Dear colleague,

The state I would look for in your two-component ⁸⁷Rb gas at total filling ν = 4/3 is the k = 2, M = 0 member of the non-Abelian spin-singlet family of Ardonne and Schoutens (1999). Here is the derivation for general k and M, with numbers for your trap at the end.

Premises and conventions

(a) All particles are in the lowest Landau level. With z = x + iy and magnetic length ℓ the orbitals are z^m exp(−|z|²/4ℓ²). I drop the Gaussians, so a state is a polynomial. N_φ is the highest power of any one coordinate, which is the number of flux quanta when the state is put on a sphere, and N_φ = N/ν − S defines filling ν and shift S.
(b) The two hyperfine states form a pseudo-spin ½, with coordinates z_i for ↑ and w_j for ↓, and the model interaction is SU(2) symmetric.
(c) The liquid is gapped and screens, so a quasihole binds its missing density locally, and the edge is governed by the conformal field theory whose correlators give the wave functions. This is an assumption, and it enters only in steps 4 to 7.
The charge q of a quasihole is the number of missing particles; for electrons it carries +qe.

1. The 221 singlet

Take n bosons with the repulsion V₀ Σ P₀(i,j), where P₀ projects a pair on relative angular momentum zero whatever its spins. A zero-energy state vanishes when any two particles meet. It is therefore divisible by every z_i − w_j and, being symmetric among like spins, by (z_i − z_j)² and (w_i − w_j)². Every zero mode is a polynomial multiple of Halperin's function

Φ = ∏_{i<j}(z_i − z_j)² ∏_{i<j}(w_i − w_j)² ∏_{i,j}(z_i − w_j).

Its degree is 2(n↑ − 1) + n↓ in a z and 2(n↓ − 1) + n↑ in a w. The larger of the two is smallest for n↑ = n↓ = n/2, where N_φ = 3n/2 − 2, so ν = 2/3. The raising operator S⁺ commutes with the interaction and leaves orbitals alone, so S⁺Φ is a zero mode with the same N_φ and n↑ = n/2 + 1, n↓ = n/2 − 1. Such a mode needs degree at least 3n/2 − 1 in z, so S⁺Φ = 0. Together with S_z = 0 this makes Φ a singlet. On the sphere each factor becomes the rotational invariant u_i v_j − u_j v_i of the spinor coordinates (u, v), and every particle has the same degree, so Φ is rotationally invariant and its density is uniform.

2. k copies

Let Φ† be the polynomial in the creation operators a†_{mσ} that makes Φ from the vacuum, and define Ψ_k = (Φ†)^k|0⟩ with N = kn. In coordinates this is the sum, over all ways of dividing the z and the w into k groups of N/2k each, of the product of k functions Φ: the symmetrised product of k copies. Four properties follow.
It is not zero, because the a† commute and a product of nonzero polynomials is nonzero.
It is a singlet with uniform density, because Φ† commutes with total spin and with rotations, and so does its k-th power.
It vanishes when any k + 1 particles meet, because in each term two of them share a group.
It does not vanish when k like-spin particles meet: Φ† is of first degree in a†_{0↑}, so (Φ†)^k is of degree k, and k particles can sit in the orbital m = 0.
Thus Ψ_k is a zero mode of the SU(2)-symmetric (k + 1)-body contact repulsion. That all zero modes are symmetrised products of k zero modes of step 1, which makes Ψ_k the unique densest one, is a known result that I use without proof. The general state is

Ψ_{k,M} = Ψ_k ∏_{all pairs}(x_i − x_j)^M,

with x running over both species. The factor is blind to spin and rotationally invariant, so singlet character and uniformity survive. Even M gives bosons and odd M fermions. The order matters: symmetrise first, multiply afterwards.

3. Filling and shift

Ψ_k uses the same orbitals as Φ, the top one included by the degree argument just given, so its degree is 3N/2k − 2. The extra factor adds M(N − 1):

N_φ = (3/2k + M)N − (M + 2),
ν = 2k/(2kM + 3), S = M + 2.

For k = 2 this gives bosons at ν = 4/3 with S = 2 (M = 0) and electrons at ν = 4/7 with S = 3 (M = 1).

4. Quasihole charge and spin

A zero mode with quasiholes is made by multiplying copy a, before symmetrising, by p_{a↑} factors ∏(z_i − η) over its ↑ particles and p_{a↓} factors ∏(w_j − η) over its ↓ particles, each with its own position η. All particles must see the same flux:

2(n_{a↑} − 1) + n_{a↓} + p_{a↑} + M(N − 1) = N_φ,
2(n_{a↓} − 1) + n_{a↑} + p_{a↓} + M(N − 1) = N_φ.

Add all 2k equations, with P = P↑ + P↓ the total number of factors:

(2kM + 3)N = 2kN_φ + 2k(M + 2) − P.

At fixed flux each factor removes 1/(2kM + 3) of a particle, and at fixed N one added flux quantum creates 2k quasiholes. The 2k kinds of factor are related by permuting copies and flipping spin, so with premise (c) each binds

q = 1/(2kM + 3).

Subtracting the ↓ equations from the ↑ ones gives N↑ − N↓ = −(P↑ − P↓), so an ↑ factor carries S_z = −½ and a ↓ factor +½. They form a doublet. In a copy with one ↑ factor n↓ = n↑ + 1, and S⁻ would raise the degree required in w above N_φ, so S⁻ annihilates it and S = ½; the other copies are singlets. An ↑ and a ↓ factor at the same η in the same copy give a spin-blind factor, a spin-0 quasihole with q = 2/(2kM + 3). The spin-½ one is the smallest, with q = 1/3 at ν = 4/3.

5. SU(3) at level k

Take a two-component chiral boson with φ_μ(x)φ_ν(0) ~ −δ_μν ln x. A correlator of vertex operators exp(iα_i·φ(x_i)), neutralised by a charge at infinity, equals ∏(x_i − x_j)^{α_i·α_j}, and exp(iα·φ) has dimension α²/2. It reproduces Φ if α↑² = α↓² = 2 and α↑·α↓ = 1. In a (charge, spin) basis α↑,↓ = (√(3/2), ±1/√2). A lattice vector rα↑ + sα↓ has norm 2(r² + rs + s²), which equals 2 for exactly six vectors, ±α↑, ±α↓, ±(α↑ − α↓): the regular hexagon of SU(3) roots. Their vertex operators (with Klein factors that make ↑ and ↓ commute) have dimension 1, as do H_μ = i∂φ_μ. These eight currents obey J_α(x)J_{−α}(0) ~ 1/x² + α·H/x, the SU(3) current algebra at level 1. The roots ±(α↑ − α↓) are S±.

Take k independent copies and J = Σ_a J^(a). Expand the correlator of N/2 operators J↑ and N/2 operators J↓, with the same charge at infinity in each copy. Only terms that give each copy N/2k of each survive, and their sum is Ψ_k. Contractions between different copies vanish, so the 1/x² terms add up to k/x² while the 1/x terms rebuild the summed current. In modes, with generators normalised as tr(t^a t^b) = δ^{ab} in the triplet,

[J^a_m, J^b_n] = i f^{abc} J^c_{m+n} + k m δ^{ab} δ_{m+n,0}.

The state J⋯J|0⟩ lies in the vacuum module of this level-k algebra. Edge excitations change only the state at infinity, of which only the projection on that module counts. The edge theory is therefore SU(3)_k and not the k separate copies.

For the central charge set L₋₂|0⟩ = γ Σ_b J^b₋₁J^b₋₁|0⟩ (Sugawara's construction). Dimension 1 of the currents means [L_m, J_n] = −nJ_{m+n}, hence J^a₁L₋₂|0⟩ = J^a₋₁|0⟩. Commuting J^a₁ through gives

J^a₁ Σ_b J^b₋₁J^b₋₁|0⟩ = 2kJ^a₋₁|0⟩ + f^{abc}f^{dbc}J^d₋₁|0⟩.

The tensor f^{abc}f^{dbc} = Cδ^{ad} is the trace of two adjoint generators. In the two Cartan directions it is Σ_roots α_μα_ν, whose trace gives 2C = 6 × 2, so C = 6 and γ = 1/(2k + 6). The Virasoro norm is c/2 = ⟨0|L₂L₋₂|0⟩ = γ Σ_b⟨0|J^b₁J^b₋₁|0⟩ = 8kγ, so

c = 8k/(k + 3).

At k = 1 this is 2, the two free bosons we started from. At k = 2 it is 16/5, and 4 − 16/5 = 4/5 of the two-copy theory is decoupled by the symmetrisation.

6. Parafermions and the role of M

The summed Cartan currents obey H_μ(x)H_ν(0) ~ kδ_μν/x², so H = i√k ∂φ with a new unit boson pair φ. J_α has charge α under H, so J_α = ψ_α exp(iα·φ/√k), where ψ_α commutes with φ. The exponential has dimension 1/k, leaving 1 − 1/k for ψ_α. The stress tensor splits into commuting parts for φ (c = 2) and ψ, whose central charges add:

c_ψ = 8k/(k + 3) − 2 = 6(k − 1)/(k + 3).

This is the parafermion theory SU(3)_k/U(1)², and Ψ_{k,M} = ⟨ψ↑⋯ψ↓⋯⟩ Φ(all z; all w)^{1/k} ∏(x_i − x_j)^M. For k = 2 there are three fields ψ of dimension ½ with c_ψ = 6/5, less than the 3/2 of three free Majorana fermions, so they are not independent.

The M factor raises every mutual exponent by M, which changes only the charge component β of the particle operator, from β² = 3/2k to β² = 3/2k + M = 1/ν. Rescaling a boson's coefficient leaves c and c_ψ unchanged. The particle operator now has dimension 1 + M/2 and is no longer a current. SU(3)_k is thus a symmetry of the edge theory only at M = 0; for M > 0 the symmetry is SU(2)_k × U(1), with the same parafermions. Even at M = 0 the microscopic Hamiltonian has only SU(2) × U(1), since four of the SU(3) currents add or remove a particle.

7. The quasihole field and non-Abelian statistics

The factor ∏(z_i − η) is a vertex operator with λ·α↑ = 1, λ·α↓ = 0, so λ = (1/√6, 1/√2) and λ² = 2/3, a weight of a triplet, which I call 3. The ratios of its components to those of α↑ are 1/3 and 1, that is q = 1/3 and |S_z| = ½ as in step 4. Placed in one copy it is a triplet primary field of SU(3)_k. Since tr Σ t^a t^a = 8, the Casimir is 8/3 and the dimension is γ × 8/3 = 4/[3(k + 3)]. Write the field as σ exp(iλ·φ/√k). The exponential takes λ²/2k = 1/3k, made of 1/12k from charge and 1/4k from spin. For M ≠ 0 the wave function must stay single valued in the particles, so the product of the charge components y and β keeps its value 1/2k. Then q = y/β = ν/2k = 1/(2kM + 3) again, and

h_qh = 4/[3(k + 3)] − 1/12k + 1/[4k(2kM + 3)].

For k = 2, M = 0, h_qh = 4/15 and σ has dimension 4/15 − 1/6 = 1/10.

A highest-weight state with Dynkin labels (r, s) and highest root θ has ‖J^θ₋₁|r,s⟩‖² = k − (r + s) times its own norm, so only r + s ≤ k occurs, (k + 1)(k + 2)/2 representations at M = 0. The copies give the same count. Φ has three torus ground states, with leading orbital occupations 110, 101 and 011 repeated, and the products of k of them have distinct leading patterns; for k = 2 these are 220, 202, 022, 211, 121 and 112, six states. Fusion with 3 is the group product with the forbidden representations deleted, a standard result that I quote. For k = 2 the list is 1, 3, 3̄, 6, 6̄, 8, and

3 × 3 = 3̄ + 6, 3 × 3̄ = 1 + 8, 3 × 6 = 8, 3 × 6̄ = 3̄, 3 × 8 = 3 + 6̄.

Quantum dimensions multiply and add in the same way, and conjugates share them. The fourth rule gives d₆ = 1, the first then d₃² = d₃ + 1, so d₃ = (1 + √5)/2 = 1.618. The number of degenerate states of P quasiholes with fixed positions and spin orientations grows as 1.618^P, the Fibonacci rule. An irrational d cannot come from a local label, so the degeneracy is non-local and braiding acts on it by matrices. At k = 1 the 6 is forbidden, d₃ = 1 and the 221 state is Abelian.

Range of validity

Steps 1 to 3 are exact statements about polynomials, for N a multiple of 2k. The counting in step 4 is exact, and its local reading, like the edge and braiding content of steps 5 to 7, rests on premise (c). Fractional charge and braiding need quasiholes several ℓ apart and several ℓ from the edge, and k_BT below the gap. The state is the exact ground state of a three-body contact repulsion (k = 2, M = 0), whereas rubidium atoms interact through a two-body one, under which Ψ₂ has positive energy. For rubidium it is a candidate that has to win on energy.

One rival has the same ν and spin: composite fermions with one attached vortex in reversed effective flux N*, filling two levels per spin. Two levels hold (N* + 1) + (N* + 3) = N/2 particles, so N* = N/4 − 2 and N_φ = (N − 1) − N* = 3N/4 + 1, that is S = −1. Its K matrix, the 4 × 4 matrix of ones minus the identity, has eigenvalues 3, −1, −1, −1, so it is Abelian with net chiral central charge −2 against +16/5. Nothing above decides between the two in a large sample. ν, S, q, the spin, c and d₃ are robust once the gas is in the non-Abelian phase; the wave function itself is not. Finally, the level spacing must exceed V₀, and the three scattering lengths must be nearly equal.

Illustration: ⁸⁷Rb at ν = 4/3

As approximate inputs take m = 87 u and, for |F=1, m=−1⟩ and |F=2, m=+1⟩, scattering lengths a↑↑ = 100, a↑↓ = 98, a↓↓ = 95 Bohr radii. I choose a pancake trap with ω⊥ = 2π × 200 Hz and ω_z = 2π × 10 kHz, rotating at Ω just below ω⊥. The orbitals z^m then cost ħ(ω⊥ − Ω)m, the next level lies about 2ħω⊥ higher, and ℓ² = ħ/2mω⊥. This gives ℓ = 0.539 µm, a flux density 1/(2πℓ²) = 0.548 µm⁻², and a bulk density of 0.731 atoms per µm² at ν = 4/3.

The axial ground state has ℓ_z = √(ħ/mω_z) = 0.108 µm and ∫|χ_z|⁴dz = 1/(√(2π) ℓ_z), so the planar coupling is g = 4πħ²a/(m√(2π) ℓ_z). A pair with zero relative angular momentum has relative density exp(−r²/4ℓ²)/(4πℓ²), hence

V₀ = g/(4πℓ²) = √(2/π) ħω⊥ a/ℓ_z.

With a = 98 Bohr radii = 5.2 nm, a/ℓ_z = 0.048 and V₀ = h × 7.7 Hz = k_B × 0.37 nK. The ratio V₀/2ħω⊥ = 0.019 measures level mixing. This and the confinement correction of relative order a/ℓ_z limit energies to two figures.

The smallest droplet, two ↑ and two ↓ atoms, can be solved with the two-body interaction. Here Φ = z − w, and

Ψ₂ = (z₁ − w₁)(z₂ − w₂) + (z₁ − w₂)(z₂ − w₁) = 2z₁z₂ + 2w₁w₂ − ZW,

with Z = z₁ + z₂, W = w₁ + w₂ and total angular momentum L = 2 in units of ħ. P₀(i,j) replaces both coordinates by their mean, since that deletes all powers of the relative coordinate. The ↑↑ pair gives Z²/2 + 2w₁w₂ − ZW, the ↓↓ pair W²/2 + 2z₁z₂ − ZW, and the four mixed pairs together 2z₁z₂ + 2w₁w₂ − ½Σx² − ZW/2. The sum is (5/2)Ψ₂, so Ψ₂ is an exact eigenstate with E = 5V₀/2 = h × 19 Hz. The same substitution on the other four states of this sector gives 3V₀ for χ = (z₁ − z₂)² − (w₁ − w₂)², 4V₀ for Σ_{i<j}(x_i − x_j)² and for Z² − W², and 6V₀ for (Z + W)². So Ψ₂ is the lowest state at L = 2, by V₀/2 = h × 3.8 Hz = k_B × 0.18 nK. It is exact because it is the only singlet in the sector, so four atoms prove nothing about the bulk phase.

For the broken symmetry write a↑↑, a↓↓ = ā(1 ± δ) with ā = 97.5 Bohr radii, equal to a↑↓ within the rounding of the inputs, and δ = 0.026. The perturbation δV₀[P₀(↑↑) − P₀(↓↓)] turns Ψ₂ into δV₀χ/2, the difference of the first two expressions above. There is no first-order shift, and the admixed amplitude is (δV₀/2)/(V₀/2) = δ times χ. In units where x^m has norm m!, the norms are 12 for Ψ₂ and 16 for χ, so the admixed weight is 4δ²/3 ≈ 9 × 10⁻⁴. The singlet is safe.

The shift can be read from an image. Orbital m has ⟨r²⟩ = 2ℓ²(m + 1), so any lowest-level state has ⟨r²⟩ = 2ℓ²(L/N + 1) per atom. A rotationally invariant state on the sphere has L = NN_φ/2, which gives

⟨r²⟩ = ℓ²(N/ν + 2 − S).

Four atoms have an rms radius √3 ℓ = 0.93 µm. For six plus six atoms the non-Abelian state has N_φ = 7, L = 42 and rms radius 3ℓ = 1.62 µm, while the composite-fermion singlet has N_φ = 10, L = 60 and √12 ℓ = 1.87 µm. The second signature is local: in Ψ₂ the probability of three atoms at one point is zero for every spin combination while that of two is finite, so three-body loss should drop without the pair correlation at contact vanishing. In the bulk, an added flux quantum should split into four quasiholes, each lacking one third of an atom and carrying S_z = ±½, which for an ↑ factor means two thirds of an ↑ atom missing and one third of a ↓ atom in excess.